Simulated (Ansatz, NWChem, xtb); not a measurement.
**Redistribution: CHBrF2 + C3H6F2 → C2H4F2 + C2H3BrF2**

Species: CHBrF2 (bromodifluoromethane) `FC(F)Br`, singlet; C3H6F2 `CC(F)CF`, singlet; C2H4F2 (1,1-difluoroethane) `CC(F)F`, singlet; C2H3BrF2 `FCC(F)Br`, singlet. The partners trade Br for CH3; both sit on C, so the bond types are kept.

Shapes, held fixed at every level: PBE0-D4/def2-TZVP. Flexible molecules stand in one conformer, not always the lowest. Programs: Ansatz 0.2.0, NWChem 7.3.0, xtb 6.7.1. Electronic energies: no zero-point or thermal term.

| level | kind | ΔE (kJ/mol) | less CCSD(T)/def2-TZVPP |
| --- | --- | --- | --- |
| GFN0-xTB | semi-empirical | +5.1 | +18.7 |
| PBE-D4/def2-TZVPP | GGA | -7.9 | +5.7 |
| B3LYP/6-31G* (spherical functions) | global hybrid | -14.2 | -0.6 |
| B3LYP-D4/def2-TZVPP | global hybrid | -11.3 | +2.3 |
| B2PLYP/def2-TZVPP | double hybrid | -12.4 | +1.2 |
| MP2/def2-TZVPP | perturbation theory | -13.9 | -0.3 |
| CCSD/def2-TZVPP | coupled cluster or CI | -14.2 | -0.6 |
| CCSD(T)/def2-TZVPP | coupled cluster or CI | -13.6 | 0.0 |

The highest level, CCSD(T)/def2-TZVPP, gives ΔE = -13.6 kJ/mol; the levels span -14.2 to +5.1. They disagree on the sign: 1 of 8 are positive. The column of differences is taken from that level and isn't an error. No measured value is set beside it here. Relativity is left out for Br. Outer-core shells of Br are correlated in most correlated rows, in sets that cover them unevenly.

The exchange is exothermic at every level except GFN0-xTB, and the coupled-cluster value of -13.6 kJ/mol places bromine on the carbon bearing one fluorine and a CH2F group, with methyl on the CHF2 carbon. Both sides keep one geminal F/F pair, but the products have one fewer F/Br pair on a shared carbon. The preference probably reflects the electron demand of the CHF2 carbon: two fluorines draw density from it, and methyl, less electronegative than bromine and a better hyperconjugative donor into the C–F antibonding orbitals, meets that demand better.

MP2, CCSD and CCSD(T) lie close together, so the triples correction matters little to this balance. PBE-D4 gives the right direction but understates the driving force. The close match of B3LYP/6-31G* is no evidence of greater accuracy, since it may come from cancellation between basis-set and functional errors. The reaction energy measures a difference in substituent preference between two carbon centres, not the strength of any individual C–Br or C–C bond.
